# Ioffe's optimal doping from two levels, with numbers for n-type Mg$_2$Si at 700 K

Doping a thermoelectric raises the conductivity $\sigma$ and lowers the magnitude of the Seebeck coefficient $S$, so the power factor $S^2\sigma$ has a maximum. Ioffe's rule, from his book published in English in 1957, puts it at $|S|=2k/e=172\ \mu$V/K, whatever the effective mass, the mobility or the temperature. I shall obtain this from one energy level, show that the figure of merit $zT$ needs a second level, and then build a two-level model that reproduces a parabolic band exactly under Boltzmann statistics. After that we see how far that statistics holds at the optimum it predicts.

## Conventions

Energies are counted from the conduction-band edge in units of $kT$: $\varepsilon=E/kT$, and $\eta=\mu/kT$ for the chemical potential. The charge $e$ is positive, the carriers are electrons, and $S=-(k/e)\,s$ with $s>0$; $k/e=86.17\ \mu$V/K. Temperature is fixed, and doping moves $\eta$ and nothing else. The linearised Boltzmann equation with a relaxation time treats each energy as an independent channel. A channel at $\varepsilon_i$ with conductivity $\sigma_i$ carries

$$J_i=\sigma_i\left[\mathcal E+\frac ke(\varepsilon_i-\eta)\nabla T\right],\qquad q_i=-\frac{kT}{e}(\varepsilon_i-\eta)\,J_i .$$

Here $\mathcal E$ is the electric field plus $\nabla\mu/e$, and $q_i$ is the heat current. The conductivity is $\sigma_i=w_i\,(-\partial f/\partial\varepsilon)_{\varepsilon_i}$, where the weight $w_i$ collects states, velocity squared and lifetime. Non-degenerate means $f=e^{\eta-\varepsilon}$, so that $-\partial f/\partial\varepsilon=f$.

## One level

Take a single level $\varepsilon_1$. Setting $J=0$ in $J=\sigma(\mathcal E-S\nabla T)$ gives $s=\varepsilon_1-\eta$, and $\sigma=w_1e^{\eta-\varepsilon_1}=w_1e^{-s}$. Therefore

$$S^2\sigma=(k/e)^2\,w_1\,s^2e^{-s},\qquad \frac{d}{ds}\,s^2e^{-s}=s(2-s)\,e^{-s}.$$

The maximum is at $s=2$. The 2 is the exponent in $S^2$ and nothing deeper: raising $\eta$ by $d\eta$ multiplies $\sigma$ by $1+d\eta$ and $s^2$ by $1-2\,d\eta/s$, and the two balance at $s=2$.

This model has no electronic thermal conductivity. That quantity, $\kappa_e$, is defined at $J=0$, and with one channel $J=0$ forces $q=0$. It is the delta-function transport distribution of Mahan and Sofo (1996). Its $zT=S^2\sigma T/\kappa_L$, with $\kappa_L$ the lattice conductivity, peaks at $s=2$ as well.

## Two levels

Add a second level. With Boltzmann occupation both channels scale as $e^\eta$:

$$\sigma=\sigma_0e^{\eta},\qquad \sigma_0=\sum_i w_ie^{-\varepsilon_i},\qquad p_i=\frac{\sigma_i}{\sigma}=\frac{w_ie^{-\varepsilon_i}}{\sigma_0}.$$

The shares $p_1+p_2=1$ do not depend on doping, and everything follows from that. At $J_1+J_2=0$ the field is $\mathcal E=-(k/e)(A-\eta)\nabla T$ with $A=p_1\varepsilon_1+p_2\varepsilon_2$, so

$$s=A-\eta .$$

The channel currents are then $J_i=\sigma p_i(k/e)(\varepsilon_i-A)\nabla T$, equal and opposite: electrons run from hot to cold in the upper level and return in the lower one. Summing $q_i$, and using $\sum_i p_i(\varepsilon_i-A)=0$ to replace $\eta$ by $A$,

$$\kappa_e=L\sigma T,\qquad L=(k/e)^2\ell,\qquad \ell=\sum_ip_i(\varepsilon_i-A)^2=p_1p_2(\varepsilon_2-\varepsilon_1)^2 .$$

The thermopower measures the mean energy of the current, and the Lorenz number measures its variance.

The power factor is proportional to $(A-\eta)^2e^\eta$ and peaks at $s=2$, $\eta=A-2$, as before. If the levels hold $g_i$ states per volume, $n=N_ce^\eta$ with $N_c=\sum_ig_ie^{-\varepsilon_i}$, and the optimal density is $N_ce^{A-2}$.

For the figure of merit define $B=(k/e)^2\sigma_0T/\kappa_L$ and $y=\kappa_e/\kappa_L=B\ell e^\eta$. Then

$$zT=\frac{B\,s^2e^\eta}{1+y},\qquad \frac{d\ln zT}{d\eta}=-\frac2s+1-\frac{y}{1+y}=-\frac2s+\frac1{1+y}.$$

The derivative vanishes at

$$|S|=\frac{2k}{e}\left(1+\frac{\kappa_e}{\kappa_L}\right).$$

This is implicit, because $\kappa_e$ is to be taken at the optimum, but it closes. Put $\eta=A-2-2y$ into the definition of $y$: $2y\,e^{2y}=2B\ell e^{A-2}$. With the Lambert function $W$, defined by $We^W=x$,

$$y=\tfrac12W\!\left(2B\ell e^{A-2}\right),\qquad \eta=A-2-2y,\qquad zT_{\max}=\frac{4y(1+y)}{\ell}.$$

The last form uses $Be^\eta=y/\ell$ and $s=2(1+y)$. The root is unique for $s>0$, since $2/s$ rises with $\eta$ and $1/(1+y)$ falls. As $\ell\to0$, $y/\ell\to Be^{A-2}$ and $zT_{\max}\to4Be^{A-2}$, the one-level result.

**Question.** Why does heat conduction push the optimum to lower doping? More carriers still conduct better.

**Answer.** They do, but each added carrier also adds to $\kappa_e$. The ratio $\sigma/(\kappa_L+\kappa_e)$ has logarithmic slope $\kappa_L/(\kappa_L+\kappa_e)$, which is below one, while the loss $2/s$ is unchanged. Balance then needs a larger $s$.

## The band and its two-level equivalent

Now the general statement. For a parabolic band the density of states goes as $\varepsilon^{1/2}$, $v^2$ as $\varepsilon$, and we take $\tau\propto\varepsilon^r$. The shares become a distribution $p(\varepsilon)=\varepsilon^{r+3/2}e^{-\varepsilon}/\Gamma(r+5/2)$. Its mean is $\Gamma(r+7/2)/\Gamma(r+5/2)=r+5/2$, its second moment is $(r+5/2)(r+7/2)$, and so

$$A=\ell=r+\tfrac52 .$$

The optimum of the power factor is $\eta=r+1/2$, $n=N_ce^{r+1/2}$, with $N_c=2N_v(m_bkT/2\pi\hbar^2)^{3/2}$ for $N_v$ valleys of mass $m_b$.

Only the moments of order 0, 1 and 2 of $p$ enter $\sigma$, $S$ and $\kappa_e$. Two-point Gauss–Laguerre quadrature integrates polynomials up to degree three exactly against this weight. Its nodes are the roots of the Laguerre polynomial $L_2^{(A-1)}$, that is of $\varepsilon^2-2(A+1)\varepsilon+A(A+1)$:

$$\varepsilon_{1,2}=A+1\mp\sqrt{A+1},\qquad p_{1,2}=\frac12\left(1\pm\frac1{\sqrt{A+1}}\right).$$

The mean is $A+1-1=A$. The variance is $\tfrac14\left[1-1/(A+1)\right]\cdot4(A+1)=A$. Two levels placed there are indistinguishable from the band in all three coefficients at every $\eta$, as long as the statistics is Boltzmann. For acoustic-phonon scattering, $r=-1/2$ and $A=2$: the levels are $3\mp\sqrt3=1.268$ and $4.732$, with shares 0.789 and 0.211. For $r=+1/2$ they are 2 and 6, with shares 3/4 and 1/4.

**Question.** The level energies are multiples of $kT$. Is that a physical system?

**Answer.** It is an equivalent system at one temperature. At 700 K, $kT=60.3$ meV and the levels for $r=-1/2$ lie at 76.5 and 285.4 meV. At another temperature one moves them. The two-level theorem itself holds for any fixed pair of energies; only the matching to a band is tied to $T$.

## Numbers for Mg$_2$Si

The conduction minima lie at the X points, so $N_v=3$. I take isotropic valleys with an approximate mass $m_b=0.53\,m_e$, which means a total density-of-states mass $3^{2/3}m_b=1.10\,m_e$. This gives $N_c=1.04\times10^{20}$ cm$^{-3}$.

For the conductivity scale I use deformation-potential scattering by longitudinal acoustic phonons in equipartition. That is reasonable at 1.68 times the Debye temperature, whose compiled value is 417 K (Råsander 2015). The rate is $1/\tau=\pi\Xi^2kT\,g(E)/(\hbar C_l)$, where $g\propto E^{1/2}$ is the density of states of one valley with both spins; hence $r=-1/2$. In the weight per unit energy, $e^2N_v\,g\,v^2\tau/3$ with $v^2=2E/m_b$, the factor $g$ cancels and leaves $\sigma_0\varepsilon$ with

$$\sigma_0=\frac{2e^2\hbar C_lN_v}{3\pi m_b\Xi^2}.$$

The compiled elastic constants $C_{11}=121$, $C_{12}=22$, $C_{44}=46$ GPa (Råsander 2015, temperature not stated) give the angular average $C_l=(3C_{11}+2C_{12}+4C_{44})/5=118.2$ GPa. I set $\Xi=13$ eV and $\kappa_L=3.0$ W m$^{-1}$K$^{-1}$. Both are approximate inputs, chosen so that power factor and $zT$ come out at the level typical of doped Mg$_2$Si, and $\Xi$ is an effective value that absorbs other scattering. The absolute power factor and $zT$ below are therefore the model's and test nothing. We get $\sigma_0=973$ S/cm, a mobility $\sigma_0/eN_c=58.6$ cm$^2$/V s, $L=1.485\times10^{-8}$ V$^2$/K$^2$ and $B=0.1685$.

The power factor peaks at $\eta=0$, $n=N_c$, with the value $4(k/e)^2\sigma_0=28.9\ \mu$W cm$^{-1}$K$^{-2}$. There $zT=4B/(1+2B)=0.504$. The cubic cell holds four Si atoms; the compiled lattice constant 6.347 Å (Råsander 2015) gives $1.564\times10^{22}$ Si sites per cm$^3$, so one electron per donor requires donors on 0.66 % of them.

For $zT$ the argument of $W$ is $4B=0.674$ and $W=0.436$. Then $y=0.218$, $\eta=-0.436$, $|S|=210\ \mu$V/K, $\sigma=629$ S/cm, $\kappa_e=0.654$ W m$^{-1}$K$^{-1}$, $n=6.7\times10^{19}$ cm$^{-3}$ (0.43 % of the sites) and $zT_{\max}=2y(1+y)=0.531$.

The maxima are broad. Halving $n$ from the power-factor optimum leaves $(2+\ln2)^2/8=0.91$ of the peak, and doubling it leaves $(2-\ln2)^2/2=0.85$.

## The weak point

**Question.** You assumed a non-degenerate gas and found the Fermi level at the band edge. Is that consistent?

**Answer.** It is not, and the correction has to be computed. The rule is exact for Boltzmann statistics, but for $r\ge-1/2$ its optimum lies at $\eta\ge0$, where that statistics fails for electrons.

Even one level shows it. At $s=2$ the Boltzmann occupation is $e^{-2}=0.135$. The Fermi function gives $-\partial f/\partial\varepsilon=e^{-s}/(1+e^{-s})^2$, which is 22 % smaller there. The power factor becomes proportional to $s^2/\cosh^2(s/2)$, its maximum obeys $s\tanh(s/2)=2$, and $s=2.399$, or 207 $\mu$V/K.

For the band with $r=-1/2$, define $F_j(\eta)=\int_0^\infty\varepsilon^jf\,d\varepsilon$. Integration by parts of $\int\varepsilon^{j+1}(-\partial f/\partial\varepsilon)\,d\varepsilon$ gives $(j+1)F_j$, and so

$$\sigma=\sigma_0F_0,\qquad s=\frac{2F_1}{F_0}-\eta,\qquad \ell=\frac{3F_2}{F_0}-\frac{4F_1^2}{F_0^2},\qquad n=\frac{2}{\sqrt\pi}N_cF_{1/2}.$$

At $\eta=0$ we have $F_0=\ln2=0.693$ and $F_1=\pi^2/12$. The conductivity is 31 % below the Boltzmann value, $s=\pi^2/(6\ln2)=2.373$ in place of 2, and $n=0.765N_c$. Maximising numerically with the same $\sigma_0$, $B$ and $N_c$:

| statistics, target | $\eta$ | $\lvert S\rvert$ ($\mu$V/K) | $n$ ($10^{20}$ cm$^{-3}$) | $S^2\sigma$ ($\mu$W cm$^{-1}$K$^{-2}$) | $zT$ |
|---|---|---|---|---|---|
| Boltzmann, power factor | 0 | 172 | 1.04 | 28.9 | 0.504 |
| Fermi, power factor | 0.668 | 167 | 1.30 | 29.3 | 0.484 |
| Boltzmann, $zT$ | $-0.436$ | 210 | 0.67 | 27.7 | 0.531 |
| Fermi, $zT$ | $-0.134$ | 213 | 0.71 | 27.7 | 0.526 |

The Boltzmann rows hold for the two levels and the band alike; the Fermi rows are for the band. The optimal $\eta$ of the power factor moves by two thirds of $kT$ and the density by 26 %, while $|S|$ moves by 3 %. At the Fermi optimum of $zT$, $\kappa_e/\kappa_L=0.228$, so Ioffe's relation gives 212 $\mu$V/K where the maximisation gives 213. The rule should be used as a statement about $S$. Its values of $\eta$ and $n$ are rougher.

**Question.** Why does $S$ survive when $\sigma(\eta)$ is off by a third?

**Answer.** For any statistics the condition $d\ln(s^2\sigma)/d\eta=0$ reads

$$s=2\,\frac{-ds/d\eta}{d\ln\sigma/d\eta}.$$

Boltzmann statistics makes both slopes one. At the Fermi optimum the numerator slope is 0.592 and the denominator 0.611. Pauli blocking reduces both by nearly the same factor, and $s=1.937$. That near cancellation belongs to this band shape. For the single level the numerator stays one, the denominator is $\tanh(s/2)$, and $s$ goes up.

**Question.** Can one keep the two levels and use Fermi statistics in them?

**Answer.** Near the band edge, roughly. With $w_i=\sigma_0p_ie^{\varepsilon_i}$ one has $\sigma_i=\sigma_0p_ie^\eta/(1+e^{\eta-\varepsilon_i})^2$. At $\eta=0$ this gives $\sigma/\sigma_0=0.688$ and $s=2.31$, where the band has 0.693 and 2.37. The blocking factor is no polynomial, so the quadrature is no longer exact, and it breaks down once $\eta$ passes the lower level. At $\eta=2.5$ the two levels give $s^2\sigma/\sigma_0=6.4$ and the band 3.3. The Fermi level then sits in a gap of the transport distribution below a heavy level, which the band does not have. The two levels cannot locate the Fermi optimum of the band.

## What else was held fixed

**Question.** The donors scatter. Does $\sigma\propto e^\eta$ hold?

**Answer.** Only if the mobility is independent of $n$. If $\sigma\propto e^{\gamma\eta}$ at fixed $A$, the slope condition gives $s=2/\gamma$; if $\tau$ were strictly proportional to $1/n$, $\gamma$ would vanish and no optimum would exist. For a size, take the Brooks–Herring mobility with one ionised donor per electron,

$$\mu_I=\frac{128\sqrt{2\pi}\,\epsilon^2(kT)^{3/2}}{n\,e^3\sqrt{m_b}\,G},\qquad G=\ln(1+b)-\frac b{1+b},\qquad b=\frac{24\,m_b\epsilon(kT)^2}{\hbar^2e^2n},$$

and an approximate static permittivity $\epsilon=20\,\epsilon_0$. At $n=N_c$, $b=6.5$ and $\mu_I=2.8\times10^2$ cm$^2$/V s. Adding inverse mobilities, impurities supply a fraction $\phi=0.17$ of the resistance. Screening weakens the growth of their rate $nG$: its logarithmic slope is $1-b^2/[(1+b)^2G]=0.345$, so $\gamma=1-0.345\,\phi=0.94$. The same scattering has $r=3/2$ and pulls $A$ from 2 towards 4. A crude interpolation $A=2+2\phi$ gives $dA/d\eta=2\phi(1-\phi)(0.345)=0.10$, which lowers the numerator slope. The two shifts have opposite sign, and each exceeds the 3 % from degeneracy. The third figure in the table describes the model only.

**Question.** And holes at 700 K?

**Answer.** Take a mirror-image valence band with the same $\sigma_0$ and $r$. Then $\rho=\sigma_p/\sigma_n=\exp(-E_g/kT-2\eta)$. Holes are one more channel, separated from the electrons by $D=E_g/kT+2A$ in mean energy. To first order in $\rho$ they lower $s$ by $\rho D$ and add $\rho D^2$ to $\ell$. The compiled indirect gap of 0.77 eV (Ryu 2019, temperature not stated) gives $\rho=6.8\times10^{-6}$ at $\eta=-0.436$, which is negligible. If that gap is read as a low-temperature value and shrinks at an approximate $5\times10^{-4}$ eV/K, it is 0.42 eV at 700 K. Then $\rho=2.3\times10^{-3}$, $D=10.96$, the addition to $\ell$ is 0.27, or 14 % of $\kappa_e$, and $zT$ at that doping falls by 4 %. The loss shrinks as $e^{-2\eta}$, so it moves the optimum to heavier doping.

**Question.** What should a sample maker take from this?

**Answer.** The target for $|S|$ at the working temperature, a little above 200 $\mu$V/K for this $B$, depends on the inputs only through $W(4B)$ and is the firmer number. The density scales with $m_b^{3/2}$ and with $e^{r}$. Mg$_2$Si is polar, and optical-phonon scattering in its high-temperature elastic limit has $r=+1/2$; the Boltzmann power-factor optimum would then be $N_c\exp(1)=2.8\times10^{20}$ cm$^{-3}$, with $|S|$ still $2k/e$. As typical knowledge, the best n-type Mg$_2$Si is doped to about $1$–$2\times10^{20}$ cm$^{-3}$, so the model's $7\times10^{19}$ cm$^{-3}$ for maximal $zT$ is probably low, by up to a factor of two or three. A larger effective $r$, the minority holes and any higher conduction valley that adds to $N_c$ all act in that direction.